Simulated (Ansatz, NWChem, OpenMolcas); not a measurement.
**How basis sets differ on C2F2 (SMILES FC#CF)**

The species is C2F2 (4 atoms), meant as a singlet with charge 0. As SMILES, `FC#CF`. The coordinates come from a PBE0-D4/def2-TZVP relaxation.

Each level gives the electronic atomisation energy (eV). The values are calculated. Electronic energies at fixed atoms, without zero-point motion or spin-orbit coupling.

```csv
level,kind,program,value (eV),CPU time (all runs)
B3LYP/cc-pCVDZ,global hybrid,NWChem,16.41,5.3 s
B3LYP/cc-pVDZ,global hybrid,NWChem,16.37,4.4 s
B3LYP/6-31G* (spherical functions),global hybrid,OpenMolcas,16.73,16 s
B3LYP/6-31G* (Cartesian functions),global hybrid,Ansatz,16.67,3.8 s
B3LYP/cc-pVTZ,global hybrid,NWChem,16.67,30 s
```

The values span 16.37 to 16.73 eV. Times are those of the runs behind each value, whatever else they computed, on shared processors of several kinds: orders of magnitude only.

Within the correlation-consistent family, going from cc-pVDZ to cc-pVTZ raises the atomisation energy from 16.37 to 16.67 eV, whereas adding core functions at the double-zeta level brings it only to 16.41 eV. The shortfall therefore lies mainly in the valence description. The triple bond and the strongly polar C–F bonds need radial flexibility and higher angular momentum to polarise the density, more so than the free atoms do, while the 1s shells change little on bonding and largely cancel.

The 6-31G* values, at or slightly above the cc-pVTZ result, don't show that this small basis is nearly converged. Its incomplete description of the atoms, fluorine especially, probably offsets the missing polarisation in the molecule. The small gap between its spherical and Cartesian forms could come from the extra s-type combination of the Cartesian d set, but differences between programs in the B3LYP definition or the atomic reference states could matter as much. Without a larger basis, the closeness of cc-pVTZ to the B3LYP limit remains open.
